## From Si 3p to Ti 3d in the occupied band of TiSi₂

Titanium disilicide is a metal with more than one crystal form; the one computed here has the space group Cmcm and is known as C49. Its density of states counts how many electron states the crystal offers at each energy, and the projections tell on which atomic shells these states sit. Four energy bins below the Fermi level are left open in the table. How many states does each of them hold, and does silicon or titanium lead there?

TiSi2 (space group Cmcm, 6 atoms per cell) was computed with Ansatz 0.2.0 using PBE and scalar-relativistic plane-wave PAW, without spin polarisation. The cutoff is 420 eV, the Gaussian smearing 0.1 eV and the k mesh 10×10×10 (15×15×15 for the density of states). States are from tetrahedra, averaged over 0.2 eV bins; shell parts are Löwdin projections summed over sites.

| energy (eV) | density of states total (states/eV/cell) | DOS Ti 3d (states/eV/cell) | DOS Si 3p (states/eV/cell) | DOS Si 3s (states/eV/cell) |
| --- | --- | --- | --- | --- |
| -7.95 | 1.580 | 0.17 | 0.590 | 0.7400 |
| -7.55 | 1.700 | 0.21 | 0.540 | 0.8800 |
| -7.15 | 1.090 | 0.15 | 0.350 | 0.5500 |
| -6.75 | 1.220 | 0.16 | 0.430 | 0.5500 |
| -6.35 | 1.410 | 0.17 | 0.620 | 0.4800 |
| -5.95 | 1.250 | 0.15 | 0.750 | 0.2600 |
| -5.55 | 1.620 | 0.19 | 1.060 | 0.2400 |
| -5.15 | ? | ? | ? | ? |
| -4.75 | 1.880 | 0.28 | 1.190 | 0.2600 |
| -4.35 | ? | ? | ? | ? |
| -3.95 | 2.730 | 0.49 | 1.790 | 0.2800 |
| -3.55 | 3.150 | 0.65 | 2.090 | 0.2500 |
| -3.15 | 3.720 | 0.97 | 2.390 | 0.2100 |
| -2.75 | 3.920 | 1.33 | 2.240 | 0.1900 |
| -2.35 | ? | ? | ? | ? |
| -1.95 | ? | ? | ? | ? |
| -1.55 | 3.690 | 2.06 | 1.310 | 0.1700 |
| -1.15 | 2.530 | 1.51 | 0.800 | 0.1000 |
| -0.75 | 2.030 | 1.34 | 0.530 | 0.0600 |
| -0.35 | 1.230 | 0.85 | 0.290 | 0.0300 |
| 0.05 | 1.380 | 1.01 | 0.260 | 0.0300 |
| 0.45 | 2.930 | 1.98 | 0.650 | 0.1200 |
| 0.85 | 3.470 | 2.23 | 0.740 | 0.2600 |
| 1.25 | 4.960 | 3.17 | 0.960 | 0.4200 |
| 1.65 | 7.930 | 5.83 | 1.090 | 0.4200 |
| 2.05 | 4.110 | 2.41 | 0.810 | 0.5100 |
| 2.45 | 6.250 | 3.67 | 1.040 | 0.8600 |
| 2.85 | 4.520 | 2.2 | 1.090 | 0.5300 |
| 3.25 | 5.240 | 2.31 | 1.460 | 0.6000 |
| 3.65 | 4.140 | 1.54 | 1.340 | 0.3800 |
| 4.05 | 4.040 | 1.28 | 1.510 | 0.3500 |
| 4.45 | 3.540 | 0.94 | 1.450 | 0.2400 |
| 4.85 | 3.130 | 0.71 | 1.280 | 0.2300 |
| 5.25 | 3.590 | 0.71 | 1.580 | 0.2400 |

Energies are counted from the Fermi level, up to which the states are filled, and a cell holds two TiSi₂ units. Only every second bin is listed, so narrow peaks can be missed. In the lowest rows, up to -6.75 eV, Si 3s is the largest part. Above them Si 3p builds a broad hump, in which the Ti 3d part grows; by -1.55 eV it has taken the lead. The total then drops by a factor of about three between -2.75 and -0.35 eV. It does not reach zero: this is a pseudogap, a dip in the states of a metal, and nearly three quarters of what remains at 0.05 eV is Ti 3d.

### Why the character changes with energy

The hydrogen fluoride molecule shows the principle with two orbitals. Fluorine 2p lies lower than hydrogen 1s, so the bonding orbital sits mainly on fluorine and the antibonding one mainly on hydrogen. In the silicide Si 3p takes the part of fluorine and Ti 3d that of hydrogen. Low states are then mostly Si 3p, high ones mostly Ti 3d, and few states lie between the bonding group and the group above it, which holds antibonding states and d states that take little part in bonding. This is the standard account of the pseudogap in such silicides. From -6.35 to 3.65 eV the projections fit this order of the two shells. Below that range Si 3s is the largest part, and above it Si 3p leads again. The projections carry no sign that would tell bonding from antibonding, so that part rests on theory.

The change can be put into a formula. Let a state of energy $E$ have the amplitude $c_d$ on a Ti 3d orbital of energy $\varepsilon_d$ and $c_p$ on the Si 3p combination that couples to it with strength $V$. The Schrödinger equation for the d amplitude reads

$$(E-\varepsilon_d)\,c_d = V c_p ,$$

and therefore

$$\frac{d}{p}=\frac{|c_d|^2}{|c_p|^2}=\frac{V^2}{(\varepsilon_d-E)^2}.$$

The closer a state lies to the d level, the more Ti 3d it contains. The two shells are equal where $E$ lies $|V|$ below $\varepsilon_d$, and again where it lies $|V|$ above. Beyond that second point the p part leads once more, which may be one reason for the return of Si 3p above 3.65 eV. If the metal's d level lay deeper and the coupling stayed the same, the change from p to d would move down with it.

Here the crystal departs from the molecule. In hydrogen fluoride the bonding orbital always leans towards fluorine, because there is a single p level and it lies below its partner. In the crystal the Si 3p combinations form a band of many energies. Where such a combination lies above the d level, the bonding state leans towards titanium instead. This is an expected reason why Ti 3d can lead among filled states; the table alone does not prove it.

### Why the total is harder to guess than the character

The total and the ratio $d/p$ measure different things. The total counts how many states fall into a bin. Where a band is flat, many states share nearly the same energy, and the count shows a peak. The ratio tells what the states are made of on average. A crowd of states with ordinary composition raises both shells together and leaves the ratio almost unchanged.

For the total I use a smooth curve, a cubic in energy fitted to the eleven known rows from -5.95 to -0.35 eV. It leaves out the Si 3s region below and the next group of bands above. It describes a slow rise and a faster fall and contains no theory of the bands. When each known row is left out in turn, the typical error is 0.34 states/eV/cell.

For the two open bins in the middle of the change, the logarithm of $d/p$ is taken as a straight line in energy. This is what the formula gives to first order near $d=p$. The line is fitted to the three known rows on either side, and neither open bin is part of the fit. At -1.95 eV, which lies 0.20 eV above the centre of the gap in the data at -2.15 eV, it gives

$$\ln\frac{d}{p}=-0.096+0.761\times 0.20=0.056,\qquad \frac{d}{p}=1.06 .$$

The slope is not read as a coupling strength, since a crystal has many couplings and many d energies. For the two lower bins the mean of the neighbouring ratios is enough.

### The predictions

For the total, in states/eV/cell:

- -5.15 eV: 1.7, range 1.3 to 2.1
- -4.35 eV: 2.4, range 2.0 to 2.8
- -2.35 eV: 3.8, range 3.1 to 4.5
- -1.95 eV: 3.8, range 3.1 to 4.5

For Ti 3d over Si 3p:

- -5.15 and -4.35 eV: about 0.21 and 0.25, range 0.15 to 0.30 for both; Si 3p leads clearly
- -2.35 eV: 0.8, range 0.6 to 1.0; Si 3p leads
- -1.95 eV: 1.06, range 0.85 to 1.3; nearly even, with Ti 3d slightly ahead

The upper two totals have wider ranges because the bins are neighbours in the table, and a flat d band could make a peak in either. Such peaks do occur on the empty side, where the total falls from 7.93 to 4.11 between 1.65 and 2.05 eV.

### The computed values

The withheld rows as computed:

| energy (eV) | density of states total (states/eV/cell) | DOS Ti 3d (states/eV/cell) | DOS Si 3p (states/eV/cell) | DOS Si 3s (states/eV/cell) |
| --- | --- | --- | --- | --- |
| -5.15 | 2.070 | 0.27 | 1.270 | 0.3500 |
| -4.35 | 2.090 | 0.35 | 1.350 | 0.2400 |
| -2.35 | 4.530 | 2 | 2.200 | 0.1600 |
| -1.95 | 3.880 | 1.96 | 1.670 | 0.1100 |

The leading shell is right in all four bins, and all four ratios lie within their ranges. Si 3p still leads at -2.35 eV and Ti 3d leads at -1.95 eV, so the change falls between these two bins. The lower two ratios are met to within a few per cent of the computed values.

Three of the four totals lie within their ranges. The fourth, 4.53 at -2.35 eV, lies just above the upper end of 4.5 and is a miss. The fitted curve runs 15 % below the computed value there, and this bin turns out to be the highest of the filled rows in the table. The shells show how this maximum comes about. From -2.75 to -2.35 eV Ti 3d rises from 1.33 to 2.00, while Si 3p hardly changes. From there to -1.95 eV Si 3p falls from 2.20 to 1.67, while Ti 3d hardly changes. The total is highest where Ti 3d has already risen and Si 3p has not yet fallen far.

The two lower totals are hits with a flaw. The curve rises from 1.7 to 2.4, whereas the computed values, 2.07 and 2.09, are almost equal. The hump thus begins with a small bump at -5.15 eV, which a smooth curve passes over. In each of the four bins, straight lines between the neighbouring rows err in the same direction as the cubic, so the choice of a cubic is not what went wrong.

The bin at -5.15 eV shows the difference between count and composition most clearly. Its total was 18 % too low, relative to the computed value, while its ratio was almost exact. The extra states there nearly keep the ratio of Ti 3d to Si 3p of their neighbours, but not the whole mixture: Si 3s rises to 0.35, against 0.24 and 0.26 in the rows on either side. Flat stretches of bands are the usual origin of such bumps. That they are at work here is a guess, because a finite mesh of k points can also leave ripples; a denser mesh would decide it.

### Where the two-orbital picture fails

Both ratios in the middle of the change came out higher than predicted, by 0.13 at -2.35 eV and 0.12 at -1.95 eV. The computed ratio does not follow a straight line on the logarithmic scale. It climbs fastest just below the point where the shells are equal and more slowly above it, and the fitted line averages over this bend.

The full formula would not repair this. It makes the logarithm of the ratio climb ever faster as the d level is approached, whereas the computed logarithm slows down. At -0.35 eV the line, carried beyond its fitted rows, gives a ratio of 3.6, and the table gives 0.85/0.29, or 2.9. A likely reason is that titanium has five 3d orbitals, which meet their silicon partners at different energies, so that each bin averages over several pairs. The two-orbital picture therefore fits the direction of the change, but not its detailed course. Overlapping p and d bands without any coupling could also shift the ratio, so the table does not prove the coupling.

In this form of the silicide the Fermi level lies in a region with few states, most of them on titanium. Which shell leads among the filled states could be read between known energies in all four bins. The ratio of the shells was off by up to 14 %, and the height of a single bin by 15 to 18 % in three of the four. The output printed below gives both fits and their misses in the rows outside them.

The analysis program printed:

```
fit of n on 11 rows ((energy > -6.1) & (energy < -0.2)): constant 3.54 +/- 0.11, coefficient of x 0.6853 +/- 0.12, coefficient of x**2 -0.3035 +/- 0.026, coefficient of x**3 -0.09374 +/- 0.019; rms 0.194, worst -1.15 0.417, leave-one-out rms 0.344
  rows outside the fit (model, value, miss): -7.95 3.625, 1.58, 2.04; -7.55 2.634, 1.7, 0.934; -7.15 1.942, 1.09, 0.852; -6.75 1.513, 1.22, 0.293; -6.35 1.311, 1.41, -0.0988; -5.15 1.706, 2.07, -0.364; -4.35 2.443, 2.09, 0.353; -2.35 3.846, 4.53, -0.684; -1.95 3.764, 3.88, -0.116; 0.05 -0.4462, 1.38, -1.83; 0.45 -2.299, 2.93, -5.23; 0.85 -4.574, 3.47, -8.04; 1.25 -7.305, 4.96, -12.3; 1.65 -10.53, 7.93, -18.5; 2.05 -14.28, 4.11, -18.4; 2.45 -18.6, 6.25, -24.9; 2.85 -23.52, 4.52, -28; 3.25 -29.08, 5.24, -34.3; 3.65 -35.31, 4.14, -39.4; 4.05 -42.25, 4.04, -46.3; 4.45 -49.93, 3.54, -53.5; 4.85 -58.39, 3.13, -61.5; 5.25 -67.68, 3.59, -71.3
fit of lr on 6 rows ((energy > -3.7) & (energy < -0.6)): constant -0.09592 +/- 0.024, coefficient of y 0.7613 +/- 0.023; rms 0.0485, worst -1.55 -0.0918, leave-one-out rms 0.0684
  rows outside the fit (model, value, miss): -7.95 -4.512, -1.244, -3.27; -7.55 -4.207, -0.9445, -3.26; -7.15 -3.902, -0.8473, -3.06; -6.75 -3.598, -0.9886, -2.61; -6.35 -3.293, -1.294, -2; -5.95 -2.989, -1.609, -1.38; -5.55 -2.684, -1.719, -0.965; -5.15 -2.38, -1.548, -0.831; -4.75 -2.075, -1.447, -0.628; -4.35 -1.771, -1.35, -0.421; -3.95 -1.466, -1.296, -0.171; -2.35 -0.2482, -0.09531, -0.153; -1.95 0.05634, 0.1601, -0.104; -0.35 1.274, 1.075, 0.199; 0.05 1.579, 1.357, 0.222; 0.45 1.883, 1.114, 0.77; 0.85 2.188, 1.103, 1.08; 1.25 2.493, 1.195, 1.3; 1.65 2.797, 1.677, 1.12; 2.05 3.102, 1.09, 2.01; 2.45 3.406, 1.261, 2.15; 2.85 3.711, 0.7023, 3.01; 3.25 4.015, 0.4588, 3.56; 3.65 4.32, 0.1391, 4.18; 4.05 4.624, -0.1652, 4.79; 4.45 4.929, -0.4334, 5.36; 4.85 5.233, -0.5894, 5.82; 5.25 5.538, -0.7999, 6.34
Energy where the fitted line has Ti 3d equal to Si 3p (eV): -2.024
Forecast ratio Ti 3d to Si 3p at -2.35 eV: 0.7802
Forecast ratio Ti 3d to Si 3p at -1.95 eV: 1.058
Neighbour mean of the ratio Ti 3d to Si 3p for -5.15 eV: 0.2073
Neighbour mean of the ratio Ti 3d to Si 3p for -4.35 eV: 0.2545
Computed ratio Ti 3d to Si 3p in the four withheld rows: -5.15 0.2126, -4.35 0.2593, -2.35 0.9091, -1.95 1.174
Straight-line total for -5.15 eV (states/eV/cell): 1.75
Straight-line total for -4.35 eV (states/eV/cell): 2.305
Straight-line total for -2.35 eV (states/eV/cell): 3.843
Straight-line total for -1.95 eV (states/eV/cell): 3.767
Ratio Ti 3d to Si 3p at -2.75 eV: 0.5938
Ratio Ti 3d to Si 3p at -1.55 eV: 1.573
Total at -2.75 eV over total at -0.35 eV: 3.187
Ti 3d share of the total at 0.05 eV (percent): 73.19
Si 3p share of the total at 0.05 eV (percent): 18.84
```
